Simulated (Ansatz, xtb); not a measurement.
**Ligand exchange: BH(CH3)Cl + C2H7NSi → BH(CH3)(NH2) + C2H5ClSi**

Species: BH(CH3)Cl, singlet; C2H7NSi `C=C[SiH2]N`, singlet; BH(CH3)(NH2), singlet; C2H5ClSi `C=C[SiH2]Cl`, singlet. The partners trade Cl for NH2: B–Cl and Si–NH2 bonds give way to B–NH2 and Si–Cl.

Shapes, held fixed at every level: PBE0-D4/def2-TZVP. Flexible molecules stand in one conformer, not always the lowest. Programs: Ansatz 0.2.0, xtb 6.7.1. The zero-point and thermal change to 298 K, harmonic and unscaled (PBE0-D4/def2-TZVP), is +5.9 kJ/mol.

| level | kind | ΔH(298 K) (kJ/mol) | less CCSD(T)/CBS estimate | CPU time (sum over the molecules) |
| --- | --- | --- | --- | --- |
| GFN0-xTB | semi-empirical | -149.8 | -65.7 | 0.13 s |
| HF/def2-SVP | Hartree–Fock | -86.8 | -2.7 | – |
| SPW92/def2-TZVPP | LDA | -88.0 | -3.9 | 13 s |
| r2SCAN0-D4/def2-TZVPP | global hybrid | -84.6 | -0.5 | 50 s |
| wB97M-V/def2-TZVPP | range-separated hybrid | -85.1 | -1.0 | 1.9 min |
| B2PLYP/def2-TZVPP | double hybrid | -85.3 | -1.2 | 50 s |
| CCSD(T)/def2-SVP | coupled cluster or CI | -88.3 | -4.2 | 28 s |
| CCSD/def2-SVP | coupled cluster or CI | -88.1 | -4.0 | – |
| CCSD(T)/CBS estimate | coupled cluster or CI | -84.1 | 0.0 | 15 min |

The highest level, CCSD(T)/CBS estimate, gives ΔH(298 K) = -84.1 kJ/mol; the levels span -149.8 to -84.1. GFN0-xTB strays far from the other rows. The column of differences is taken from that level and isn't an error. No measured value is set beside it here. The CBS estimate extrapolates MP2 from def2-TZVPP and def2-QZVPP and adds CCSD(T) − MP2 in the triple-zeta set, cores frozen. Times are processor times on shared x86 and Arm servers, and rough.

Every level makes the exchange strongly exothermic, with -84.1 kJ/mol at the highest one. The main driving force is probably π bonding at boron. Nitrogen donates its lone pair into the empty boron p orbital much more effectively than chlorine does, giving the B–N bond partial double-bond character. Silicon has no comparable low-lying empty p orbital, so it loses less when NH2 is replaced by Cl, and the Si–Cl bond it gains is itself strong and polar.

Because the number and broad type of bonds are conserved, most correlation effects cancel, which is why even Hartree–Fock lands close to the coupled-cluster results. In the def2-SVP basis, the triples shift the enthalpy by only 0.2 kJ/mol, so the remaining offset of CCSD(T) there comes mainly from the small basis. GFN0-xTB gets the direction right but greatly exaggerates the driving force, perhaps through an unbalanced description of the polar boron and silicon bonds. The favourable enthalpy says nothing about the barrier to exchange.
